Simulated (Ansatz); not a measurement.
Li3Rh: the change of energy above lowest point with volume scale

Results calculated with Ansatz 0.2.0, not measured. Free energy against uniform scaling of the volume at fixed shape and fractions; periodic cell, basis, potentials, k mesh and filling as listed.

The cell before it is scaled or strained (space group Fm-3m, No. 225):
```
Li3Rh
1.0
      0.0000     2.9814     2.9814
      2.9814     0.0000     2.9814
      2.9814     2.9814     0.0000
Li Rh
3 1
Direct
  0.25000 0.25000 0.25000
  0.75000 0.75000 0.75000
  0.50000 0.50000 0.50000
  0.00000 0.00000 0.00000
```

Settings of every row: functional LDA; dispersion none; potentials PAW; wave cutoff 435.38 eV; density cutoff 1741.5 eV; k mesh 7x7x7; k shift 0x0x0; occupations fermi dirac; smearing width 0.1 eV; spin none.

Limits: coarse k mesh, up to 40 meV an atom off; minimum outside the range; the cell comes from a prototype or a list of computed structures and needn't be the stable phase.

```csv
row,volume scale,V (Å³/atom),energy above lowest point (meV/atom)
1,0.94,12.455,0
2,0.96,12.72,1
3,0.98,12.985,3.6
4,1,13.25,7.7
5,1.02,13.515,?
6,1.04,13.78,19.7
7,1.06,14.045,27.4
```

Question: what energy above lowest point should row 5 give?

Worked fit of energy above lowest point. Take u = (V_r/V)^(2/3) − 1 with V_r = 13.117 Å³ an atom, which is twice the finite (Eulerian) strain; such expansions in the strain, on which the Birch-Murnaghan equation of state is built, carry the rest volume and the bulk modulus. The shown rows have u = 0.03513, 0.0207, 0.00677, -0.0067, -0.03234, -0.04455. Least squares give energy above lowest point = 5.47 − 303.9 × u + 4224 × u² meV/atom; a straight line predicts inner rows, each left out in turn, worse (root mean square 2.6 against 0.015 meV/atom). All shown rows lie on it to the printed digit. The withheld row has u = -0.01973, so the fit gives 5.47 − 303.9 × (-0.01973) + 4224 × (-0.01973)² = 13.1 meV/atom.

The calculation gave 13.1 meV/atom. The fit meets it to the printed digit.
